When a calculation makes a metal too small, is the functional at fault, or is a motionless lattice being compared with a warm crystal? At room temperature, atomic vibrations push a metal outwards with roughly 2 GPa. That opens a stiff metal such as iridium by about half a per cent in volume and soft aluminium by about 2 %. A static calculation leaves this push out, so even an exact functional would give too small a volume.

Face-centred cubic metals, computed with Ansatz 0.2.0: all-electron LAPW, PBEsol, scalar-relativistic, no spin polarisation; basis error at most 0.25 to 1 meV/atom, Fermi-Dirac smearing 0.05 to 0.08 eV, k meshes 14×14×14 to 19×19×19. V0, B0 and dB/dP are from Birch-Murnaghan fits to pressures at volumes within 6 % of the given cell.

```tsv
crystal	space group	measured volume (COD) (Å³/atom)	V0, LAPW (Å³/atom)	error of V0, LAPW (%)	B0, LAPW (GPa)	dB/dP, LAPW
Cu	225	11.81	11.31	-4.2	168	5.0
Rh	225	13.75	13.51	-1.7	294	5.1
Ir	225	14.15	14.04	-0.7	387	5.1
Al	225	16.58	16.14	-2.7	81.9	4.8
W	225	16.73	15.99	-4.5	302	4.1
Ta	225	18.79	18.20	-3.1	202	3.8
```

Every computed equilibrium volume V0 lies below the measured volume V, but the percentage alone doesn't identify the fault. It mixes the size of the missing pressure with the stiffness of the metal. The bulk modulus B0 and its pressure derivative B′ (the column dB/dP) undo the mixing, because they give the pressure of the calculation at the measured volume:

P = (B0/B′) [(V0/V)^B′ − 1]

A negative P is a tension: held at its measured size, the computed crystal wants to shrink. With an exact functional and a sound measured cell, the missing vibrations would just balance this pull. Compression stiffens the bonds and raises the vibrational frequencies, so a crystal that holds vibrational energy gains by expanding. Each atom has three vibrations of energy about k_BT, which gives

P_vib = 3γk_BT/V, with γ = B′/2 − 1/6.

Here γ measures how fast the frequencies rise on compression, and its link to B′ is Slater's estimate. The temperature of the measured cells is not recorded; 300 K is assumed. Some cells in the collection behind these rows were measured under pressure, which would hide part of the tension; normal pressure is assumed here. The rows are also a selection, with some poor matches to measured values left out, so they can't show how often the functional fails. Twelve volumes were run for copper, nine for aluminium and eight each for tungsten and tantalum; which of them entered each fit is not recorded. No constant was adjusted to the volume errors, and the output after this text gives the balance for each row.

**Copper and rhodium: the functional probably fails.** For copper, γ = 5.0/2 − 1/6 = 2.33, and k_BT is 0.026 eV. The vibrational pressure is then 3 × 2.33 × 0.026 eV / 11.81 Å³ ≈ 0.0154 eV/Å³. Since 1 eV/Å³ is about 160 GPa, this makes 2.5 GPa. The tension at the measured volume is 6.5 GPa, so about 4 GPa remains unexplained.

Rhodium shows the same fault in a milder form. Its volume error of −1.7 % looks harmless only because the metal is stiff; nearly 3 GPa of tension remains after the vibrations are counted. The same gap can be read from the γ that vibrations would need to explain the whole tension. It is between 5 and 6.5 in these two metals, whereas values near 2 are usual.

The likely cause is overbinding by PBEsol. Gradient corrections to exchange favour uneven electron densities, and so favour a more open lattice. PBEsol keeps this correction weak, which suits the smooth density between atoms in many solids. Around a compact d shell, above all the 3d shell of copper, the density changes quickly and the weak correction leaves the bonds too short. PBEsol is known to make 3d metals too small, and this is the usual explanation, but the table has no second functional to test it.

**Iridium and aluminium: mostly missing vibrations.** These two rows show why percentages mislead. Their tensions are similar, about 3 GPa in iridium and 2 GPa in aluminium, yet the volume error of aluminium is more than three times as large. Aluminium simply yields more, since iridium is nearly five times as stiff.

By the estimate, vibrations account for about 70 % of the tension in iridium and 80 % in aluminium. The remaining volume errors are about half a per cent or less. Slater's γ is too crude, and zero-point motion too roughly covered by the classical formula, to assign a cause to remainders this small. The iridium run also lacks spin-orbit coupling, whose effect on the volume is untested here. For these metals the first remedy is to add the vibrations, not to change the functional.

**Tungsten and tantalum: the comparison fails.** Both metals are normally body-centred cubic, but these rows are face-centred. The measured cells are about 5 % larger than the ordinary body-centred volumes, which are roughly 16 and 18 Å³ per atom (recalled values). The computed face-centred volumes lie within about 1 % of those figures. Since the two packings of one metal usually differ little in volume, the reference cells are the more suspect side of the comparison.

Such forms are known mainly from thin films, where strain or impurities can enlarge the cell. Whether that happened here is a guess. Spin-orbit coupling is absent from both calculations, and its effect on these volumes is untested.

Tungsten gives itself away in the numbers: its tension of 12 GPa is almost twice that of copper. Tantalum is less obvious, because its 6 GPa could pass for an ordinary error of the functional. The clearer alarm is knowledge of its normal structure.

The bulk modulus gives no warning either. It tests uniform compression, while face-centred tungsten and tantalum are known to give way to a shear that the fixed cubic cell forbids. Their positive B0 is therefore no proof of stability, and the vibrational estimate, which assumes a stable lattice, is only formal for them.

Printed output of the fit:

```
Pressure at the measured volume in GPa:
  row  volume error %  from table  from runs  vibrations  remainder
   Cu            -4.2      -6.535     -6.535       2.455      -4.08
   Rh            -1.7      -4.951     -4.865       2.154     -2.797
   Ir            -0.7      -2.961     -2.844       2.093     -0.868
   Al            -2.7      -2.067     -2.097       1.674    -0.3928
    W            -4.5      -12.47     -12.52       1.399     -11.07
   Ta            -3.1      -6.069     -6.021       1.146     -4.923
Share of vibrations (formal for W and Ta):
  row  Slater gamma  gamma needed  share %  volume error left %
   Cu         2.333         6.211    37.57               -2.769
   Rh         2.383         5.479     43.5               -1.009
   Ir         2.383         3.372    70.69              -0.2317
   Al         2.233         2.757    80.99              -0.5372
    W         1.883         16.79    11.22               -3.975
   Ta         1.733         9.178    18.89               -2.583
Stiffness of Ir over that of Al: 4.725
Static tension of Ir over that of Al: 1.433
Volume error of Al over that of Ir: 3.857
Static tension of W over that of Cu: 1.908
Static tension of Ta over that of Cu: 0.9287
Zero-point addition to the vibrational pressure for a Debye temperature of 400 K [%]: 8.889
Pressure uncertainty of Ir from rounded volumes [GPa]: 0.2746
Possible pressure from basis error in Cu [GPa]: 0.05653
Possible pressure from basis error in Rh [GPa]: 0.1942
Possible pressure from basis error in Al [GPa]: 0.1611
Reference cell of W above rough bcc volume [%]: 4.563
Reference cell of Ta above rough bcc volume [%]: 4.389
Computed fcc W against rough bcc volume [%]: -0.0625
Computed fcc Ta against rough bcc volume [%]: 1.111
```
